**Question: which second-order correction is worth paying for on perfect-pairing CH₄?**

I have perfect-pairing (PP) bonds for methane. Is the biorthogonal multiconfiguration perturbation theory (MCPT2) worth its cost next to MP2, a geminal-based PT2, or full CI?

**Answer**

**The method.** Write $|0\rangle=d_0|{\rm HF}\rangle+\sum_K d_K|K\rangle$ with orthonormal determinants and $d_0\neq0$. The reciprocal bras of the basis $\{|0\rangle,|K\rangle\}$ are $\langle\tilde0|=\langle{\rm HF}|/d_0$ and $\langle\tilde K|=\langle K|-(d_K/d_0)\langle{\rm HF}|$. With $H_0=E_0|0\rangle\langle\tilde0|+\sum_K(E_0+D_K)|K\rangle\langle\tilde K|$ and $E_0=\langle{\rm HF}|H|0\rangle/d_0$, the first order vanishes and
$$E_2=-\sum_K\frac{\langle\tilde0|H|K\rangle\langle\tilde K|H|0\rangle}{D_K}$$
(Szabados, Rolik, Tóth and Surján, 2005). $D_K$ sums orbital-energy differences. For separated fragments with product reference and pivot, only $K=K_A{\rm HF}_B$ or ${\rm HF}_AK_B$ couples to the pivot. The first factor then carries $1/d_{0B}$, and $\langle\tilde K|H|0\rangle=d_{0B}\langle\tilde K_A|H_A|0_A\rangle$, so $E_2$ is additive. At $d_0=1$ with canonical Hartree–Fock orbitals, $E_0+E_2$ is the MP2 energy.

For PP, $|0\rangle=d_0e^{T}|{\rm HF}\rangle$ with $N$ pair amplitudes, and $\langle\tilde K|H|0\rangle/d_0=\langle K|e^{-T}He^{T}|{\rm HF}\rangle$ for singles and doubles. Only $N$ amplitudes are nonzero, so these residuals cost $O(N^4)$.

**Cost.** Count multiply-adds for $N$ bonds and $n=2N$ valence functions, ignoring permutational symmetry and basis-integral evaluation, with an assumed 10 iterations per iterative stage.

- SCF, paid by all: $2n^4$ per iteration, total $320N^4$.
- MP2: transforming to $(ia|jb)$ costs $Nn^4+N^2n^3+N^3n^2+N^4n=30N^5$; memory $N^4$.
- PP: Coulomb and exchange matrices of $2N$ orbitals cost $2Nn^4=32N^5$ per iteration; memory $16N^3$.
- MCPT2: reuses the last PP quarter-transformation and adds $14N^5$; memory $N^4+16N^3$.
- GPT2, with $H_0$ the sum of bond Hamiltonians and geminal products as zero-order states: every orbital is partly occupied, so all integrals enter, adding $3n^5=96N^5$; memory $16N^4$.
- Full CI: $4n^5$, plus $\binom{2N}{N}^2\approx16^N/\pi N$ determinants times $1+2N^2+N^4+2\binom N2^2$ couplings per iteration (4900 and 361 at $N=4$); memory $16N^4$ plus two vectors.

The remaining $O(N^4)$ energy sums are dropped.

**Model.** Each bond has two sites with hopping $-t$ and repulsion $Un_\uparrow n_\downarrow+\gamma(n_a-1)(n_b-1)$. Bonds couple by $V\sum_{i<j}m_im_j$, $m=(n_a-n_b)/2$, without interbond hopping. Each bond keeps two electrons and its spin; other sectors decouple and are assumed higher. Polarity is neglected. With $k=(U-\gamma)/2$, in the singlet basis $(\sigma^2,u,\sigma^{*2})$, where $u$ is the singlet $\sigma\sigma^*$, and relative to $\sigma^2$,
$$h=\begin{pmatrix}0&0&k\\0&2t+k&0\\k&0&4t\end{pmatrix},\qquad m=\frac1{\sqrt2}\begin{pmatrix}0&1&0\\1&0&1\\0&1&0\end{pmatrix}.$$
The bond orbitals are canonical, and exchange widens the orbital gap to $\epsilon=2t+\gamma$. The ground geminal is $g\propto\sigma^2-\tau\sigma^{*2}$ with $r=\sqrt{4t^2+k^2}$, $\tau=k/(2t+r)$ and $E_{\rm PP}=N(2t-r)$. State $u$ lies $\omega=k+r$ above $g$, the upper geminal $e$ lies $2r$ above, and $a^2=\langle u|m|g\rangle^2=(1-\tau)^2/[2(1+\tau^2)]$.

Assumed inputs, in $E_h$: $U=0.67$, $V=0.10$; equilibrium $2t=0.60$, $\gamma=0.40$; all bonds stretched $2t=0.24$, $\gamma=0.31$.

| | $k$ | $r$ | $\epsilon$ | $\omega$ | $\tau$ | $a^2$ |
|---|---|---|---|---|---|---|
| equilibrium | 0.135 | 0.615 | 1.00 | 0.75 | 1/9 | 16/41 |
| stretched | 0.18 | 0.30 | 0.55 | 0.48 | 1/3 | 1/5 |

**Exact answer.** In the permutation-symmetric sector the bond states act as four bosons. With $p=ag+be$, $b=\langle u|m|e\rangle$, $a^2+b^2=1$,
$$H-E_{\rm PP}=\omega n_u+2rn_e+\tfrac V2\left(u^{\dagger2}p^2+{\rm h.c.}\right)+Vn_un_p .$$
Even $n_u$ leaves 9 of the 81 states. The state $g^4$ couples only to $g^2u^2$, by $\sqrt6Va^2$. Folding in the others gives $E=E_{\rm PP}-6V^2a^4/A(E)$, self-consistently $A=1.640$ and $1.014\,E_h$. With $E_{\rm PP}=-60.00$ and $-240.00$, the correlation energies are $-65.57$ and $-242.37$ m$E_h$.

**How the errors fall.** Let $P=\binom N2=6$.

- MP2 gives $-Nk^2/2\epsilon-PV^2/8\epsilon$, or $-43.95$ and $-131.45$ m$E_h$. Its intrabond error $N(r-2t-k^2/2\epsilon)$, 23.55 and 122.18 m$E_h$, survives at $V=0$.
- GPT2 adds $-PV^2a^4/2\omega$, the exact $V^2$ term: $-6.09$ and $-2.50$ m$E_h$. Its leading error is minus the triangle term $N(N-1)(N-2)V^3a^6/4\omega^2$, which is 0.63 and 0.21 m$E_h$. PP alone errs at order $V^2$.
- MCPT2 has $E_0=E_{\rm PP}$ and vanishing pair residuals. For $K=u_iu_j$, $\langle\tilde0|H|K\rangle=V/2d_0$ and $\langle\tilde K|H|0\rangle=d_0V(1-\tau)^2/2$, so $E_2=-PV^2(1-\tau)^2/8\epsilon$: $-5.93$ and $-6.06$ m$E_h$. Its ratio to the exact $V^2$ term is
$$\rho=\frac{\omega}{\epsilon}\,\frac{(1+\tau^2)^2}{(1-\tau)^2}=0.973\ \text{and}\ 2.42 .$$

So the MCPT2 error falls as $(1-\rho)V^2$, and that of GPT2 as $V^3$. The pivot bra overstates the ionic weight, while $\epsilon>\omega$ overstates the denominator. At equilibrium these nearly cancel, leaving $+0.17$ m$E_h$, below the neglected triangle term. As $\tau\to1$, $\rho$ diverges.

| $N=4$ | work / MP2 | memory (words) | error, equilibrium (m$E_h$) | error, stretched (m$E_h$) |
|---|---|---|---|---|
| MP2 | 1 | 256 | +21.62 | +110.91 |
| PP | 3.6 | 1024 | +5.57 | +2.37 |
| MCPT2 | 3.8 | 1280 | −0.36 | −3.69 |
| GPT2 | 4.5 | 4096 | −0.52 | −0.13 |
| full CI | 159 | 13896 | 0 | 0 |

The work unit is $1.13\times10^5$ multiply-adds. At large $N$ the MCPT2 and GPT2 ratios approach 11.1 and 13.9, while full CI reaches $1.18\times10^7$ determinants already at $N=7$.

**Cheapest for an accuracy.** Within 25 m$E_h$ at equilibrium: MP2. Within 1 m$E_h$ at equilibrium, or 4 m$E_h$ at both geometries: MCPT2. Within 1 m$E_h$ at both: GPT2. Within 0.1 m$E_h$: full CI.

**Best inside a budget.** Two work units buy only MP2. Four units, or 2000 words, buy MCPT2, whose worst error of 3.69 beats the 5.57 of PP, although bare PP is closer when stretched. Five units buy GPT2, with the smallest worst case; MCPT2's edge at equilibrium is the cancellation above. The PP reference dominates the work, so MCPT2 mainly saves memory.

These numbers are the model's. Its equilibrium correlation energy is about 0.27 of methane's typical valence value of roughly 240 m$E_h$, since it lacks external orbitals and interbond charge transfer.